**Channel analysis of the Si³⁺ valence polarisabilities**

The table holds scalar and tensor static dipole polarisabilities of the lowest s, p, d and f states of Si³⁺ from a relativistic B-spline calculation (frozen-core Dirac-Hartree-Fock followed by Brueckner orbitals). The program splits each scalar into $l+1$ and $l-1$ channels by angular algebra and compares, with no fitted parameter, an orbital-size estimate, hydrogenic Stark values, the 4d term of 4f and the tensor ratios of fine-structure partners. The size estimate is roughly right only for 3s, while the hydrogenic stretched-state value is 1.0 % high for 4f and 25 % high for 3d. The negative 4f scalar lies in the d channel (−254.3 bohr³), of which a hydrogenic 4d term over the 0.51 eV gap gives −240. The 3d tensor excess cancels the 3d scalar difference, as a change confined to the p1/2 channel requires, and energy denominators alone give 48 % of the 3d and 68 % of the 3p difference.

Static dipole polarisabilities of the lowest state of each symmetry in Si³⁺, one electron outside a closed [He] 2s² 2p⁶ core, calculated with B-spline many-body code 1. No-pair Dirac–Coulomb, frozen-core Dirac–Hartree–Fock, then Brueckner orbitals (second-order or RPA-screened correlation potential), with static core-polarisation RPA; nuclear rms radius 3.1224 fm.

## The fit in Python

```python
# Table: scalar and tensor static dipole polarisabilities (bohr^3) of Si3+ valence states, B-spline many-body
# code (frozen-core Dirac-Hartree-Fock, Brueckner orbitals). Tested: split into l+1 and l-1 channels, hydrogenic
# Stark values, the 4d term of 4f, tensor ratios between j partners, and an orbital-size estimate.
T = {
    'polarised': ['3s1/2', '3p1/2', '3p3/2', '3d3/2', '3d5/2', '4f5/2', '4f7/2'],
    'polarised_scalar': [7.429, 3.127, 3.191, 5.174, 5.136, -209.7, -209.7],  # bohr³
    'polarised_tensor': [None, None, 1.463, -0.6315, -0.848, 202.0, 235.7],  # bohr³
}
from math import sqrt
from scipy.constants import physical_constants as pc
Ha = pc['Hartree energy in eV'][0]
a0 = dict(zip(T['polarised'], T['polarised_scalar']))
a2 = dict(zip(T['polarised'], T['polarised_tensor']))
# further outputs of the same run: excitation energies (eV), 3s removal energy (eV), core polarisability
E = {'3s1/2': 0.0, '3p1/2': 8.83424, '3p3/2': 8.89158, '3d3/2': 19.8785, '3d5/2': 19.8785, '4s1/2': 24.0477,
     '4p1/2': 27.0575, '4p3/2': 27.0776, '4d5/2': 30.9909, '4f7/2': 31.5012}
IP, core, Z = 45.1352, 0.16237, 4
gap = lambda a, b: abs(E[a] - E[b]) / Ha
ns = lambda k: Z * sqrt(Ha / 2 / (IP - E[k]))
rows = [('3s1/2', 0, '3p3/2'), ('3p3/2', 1, '3d5/2'), ('3d5/2', 2, '4f7/2'), ('4f7/2', 3, None)]
print('Size estimate (4/9)<r2>^2 with effective n (bohr^3)')
for k, l, up in rows:
    n = ns(k); r2 = n*n*(5*n*n + 1 - 3*l*(l+1)) / (2*Z*Z)
    print(f' {k}: n*={n:.3f} <r2>={r2:.2f} estimate {4/9*r2*r2:.1f} table {a0[k]:.4g}')
print(f' 4d5/2: n*={ns("4d5/2"):.3f}')
S = {}
for c in (0.0, core):
    print(f'Channels (bohr^3), core term removed from scalar: {c:.3f}')
    for k, l, up in rows:
        st = a0[k] - c + (a2[k] or 0.0)
        sp = st * (l+1)*(2*l+3) / (3*(2*l+1)); sm = a0[k] - c - sp
        S[c, l] = (sp, sm)
        f = f'; gap to {up[:2]} {gap(k, up)*Ha:.2f} eV, S+ x gap^2 = {sp*gap(k, up)**2:.2f}' if up else ''
        print(f' {k}: m=j value {st:.3f} S+ {sp:.3f} S- {sm:.3f}{f}')
    print(f' 3s term in 3p if all of S+(3s) is 3p: {-S[c,0][0]/3:.2f}, rest of S-(3p) {S[c,1][1]+S[c,0][0]/3:+.2f}')
    print(f' 3p term in 3d if all of S+(3p) is 3d: {-.6*S[c,1][0]:.2f}, rest of S-(3d) {S[c,2][1]+.6*S[c,1][0]:+.2f}')
print('Hydrogenic m=l Stark value n^4(n+1)(4n+5)/(4 Z^4), Z=4, against scalar+tensor')
hyd = lambda n: n**4*(n+1)*(4*n+5) / (4*Z**4)
for k, n, rd in (('3d5/2', 3, 0.0006), ('4f7/2', 4, 0.1)):
    s = a0[k] + a2[k]
    print(f' {k}: model {hyd(n):.2f} table {s:.2f} (rounding {rd}) error {100*(hyd(n)/s-1):+.1f}%;'
          f' core removed {100*(hyd(n)/(s-core)-1):+.1f}%; model with n* {hyd(ns(k)):.2f}')
g = gap('4f7/2', '4d5/2'); R = 1.5*4*sqrt(16-9)/Z; t = -2/7*R*R/g; sm = S[0.0, 3][1]; b3 = -5/7*S[0.0, 2][0]
print(f'4f-4d gap {g*Ha:.4f} eV, hydrogenic R {R:.3f} bohr, 4d term {t:.1f}; S-(4f) {sm:.1f}; miss {sm-t:.1f} ({100*(1-t/sm):.1f}%)')
print(f' 3d term in 4f at most {b3:.1f}; left {sm-t-b3:.1f}; R needed {sqrt(-(sm-b3)*g*3.5):.3f} bohr')
print(f' gap error 0.01 eV moves 4d term by {1/(g*Ha):.1f}% = {abs(sm-b3)*0.01/(g*Ha):.1f} bohr^3')
print(f' 4f7/2 tensor parts: -S- = {-sm:.1f}, -(5/12)S+ = {-5/12*S[0.0,3][0]:.1f}')
print('Tensor ratio j=l-1/2 over j=l+1/2, theory (l-1)(2l+3)/(l(2l+1))')
dev = {}
for lo, hi, l, rd in (('3d3/2', '3d5/2', 2, 0.0001), ('4f5/2', '4f7/2', 3, 0.09)):
    th = (l-1)*(2*l+3) / (l*(2*l+1)); dev[l] = a2[lo] - th*a2[hi]
    print(f' {lo[:2]}: theory {th:.4f} table {a2[lo]/a2[hi]:.4f} ({100*(a2[lo]/a2[hi]/th-1):+.2f}%),'
          f' tensor excess {dev[l]:+.4f} (rounding {rd})')
dd = a0['3d3/2'] - a0['3d5/2']; dp = a0['3p3/2'] - a0['3p1/2']
print(f'3d scalar difference {dd:+.3f} (rounding 0.001); plus tensor excess = {dd+dev[2]:+.4f}')
P3 = -0.6*S[core, 1][0]; P4 = S[core, 2][1] - P3
e3 = 5/6*P3*(gap('3d5/2', '3p3/2')/gap('3d3/2', '3p1/2') - 1)
e4 = 5/6*P4*(gap('3d5/2', '4p3/2')/gap('3d3/2', '4p1/2') - 1)
print(f' denominators only: 3p {e3:+.3f}, 4p {e4:+.3f}, sum {e3+e4:+.3f} = {100*(e3+e4)/dd:.0f}% of it')
Q = [('3s1/2', -S[core,0][0]/3), ('4s1/2', S[core,1][1]+S[core,0][0]/3), ('3d5/2', S[core,1][0])]
q = [p*(1 - gap('3p3/2', k)/gap('3p1/2', k)) for k, p in Q]
print(f'3p scalar difference {dp:+.3f} ({100*dp/a0["3p1/2"]:.1f}%, rounding 0.001)')
print(f' denominators only: 3s {q[0]:+.3f}, 4s {q[1]:+.3f}, 3d {q[2]:+.3f}, sum {sum(q):+.3f} = {100*sum(q)/dp:.0f}% of it')
print(f'Core term as share of scalar: 3s {100*core/a0["3s1/2"]:.1f}%, 3p3/2 {100*core/a0["3p3/2"]:.1f}%')
assert a0['4f7/2'] < 0 < a0['4f7/2'] + a2['4f7/2']
assert abs((a0['4f7/2'] + a2['4f7/2'])/hyd(4) - 1) < 0.05
assert abs(a2['4f5/2']/a2['4f7/2']*7/6 - 1) < 0.005
assert abs(dd + dev[2]) < 0.005 and all(S[0.0, l][1] < 0 for l in (1, 2, 3))
```

Running it gives:

```
Size estimate (4/9)<r2>^2 with effective n (bohr^3)
 3s1/2: n*=2.196 <r2>=3.79 estimate 6.4 table 7.429
 3p3/2: n*=2.451 <r2>=4.70 estimate 9.8 table 3.191
 3d5/2: n*=2.936 <r2>=7.03 estimate 22.0 table 5.136
 4f7/2: n*=3.996 <r2>=22.37 estimate 222.4 table -209.7
 4d5/2: n*=3.923
Channels (bohr^3), core term removed from scalar: 0.000
 3s1/2: m=j value 7.429 S+ 7.429 S- 0.000; gap to 3p 8.89 eV, S+ x gap^2 = 0.79
 3p3/2: m=j value 4.654 S+ 5.171 S- -1.980; gap to 3d 10.99 eV, S+ x gap^2 = 0.84
 3d5/2: m=j value 4.288 S+ 6.003 S- -0.867; gap to 4f 11.62 eV, S+ x gap^2 = 1.10
 4f7/2: m=j value 26.000 S+ 44.571 S- -254.271
 3s term in 3p if all of S+(3s) is 3p: -2.48, rest of S-(3p) +0.50
 3p term in 3d if all of S+(3p) is 3d: -3.10, rest of S-(3d) +2.24
Channels (bohr^3), core term removed from scalar: 0.162
 3s1/2: m=j value 7.267 S+ 7.267 S- 0.000; gap to 3p 8.89 eV, S+ x gap^2 = 0.78
 3p3/2: m=j value 4.492 S+ 4.991 S- -1.962; gap to 3d 10.99 eV, S+ x gap^2 = 0.81
 3d5/2: m=j value 4.126 S+ 5.776 S- -0.802; gap to 4f 11.62 eV, S+ x gap^2 = 1.05
 4f7/2: m=j value 25.838 S+ 44.293 S- -254.155
 3s term in 3p if all of S+(3s) is 3p: -2.42, rest of S-(3p) +0.46
 3p term in 3d if all of S+(3p) is 3d: -2.99, rest of S-(3d) +2.19
Hydrogenic m=l Stark value n^4(n+1)(4n+5)/(4 Z^4), Z=4, against scalar+tensor
 3d5/2: model 5.38 table 4.29 (rounding 0.0006) error +25.4%; core removed +30.4%; model with n* 4.78
 4f7/2: model 26.25 table 26.00 (rounding 0.1) error +1.0%; core removed +1.6%; model with n* 26.10
4f-4d gap 0.5103 eV, hydrogenic R 3.969 bohr, 4d term -240.0; S-(4f) -254.3; miss -14.3 (5.6%)
 3d term in 4f at most -4.3; left -10.0; R needed 4.051 bohr
 gap error 0.01 eV moves 4d term by 2.0% = 4.9 bohr^3
 4f7/2 tensor parts: -S- = 254.3, -(5/12)S+ = -18.6
Tensor ratio j=l-1/2 over j=l+1/2, theory (l-1)(2l+3)/(l(2l+1))
 3d: theory 0.7000 table 0.7447 (+6.38%), tensor excess -0.0379 (rounding 0.0001)
 4f: theory 0.8571 table 0.8570 (-0.01%), tensor excess -0.0286 (rounding 0.09)
3d scalar difference +0.038 (rounding 0.001); plus tensor excess = +0.0001
 denominators only: 3p +0.013, 4p +0.005, sum +0.018 = 48% of it
3p scalar difference +0.064 (2.0%, rounding 0.001)
 denominators only: 3s +0.016, 4s +0.002, 3d +0.026, sum +0.043 = 68% of it
Core term as share of scalar: 3s 2.2%, 3p3/2 5.1%
```
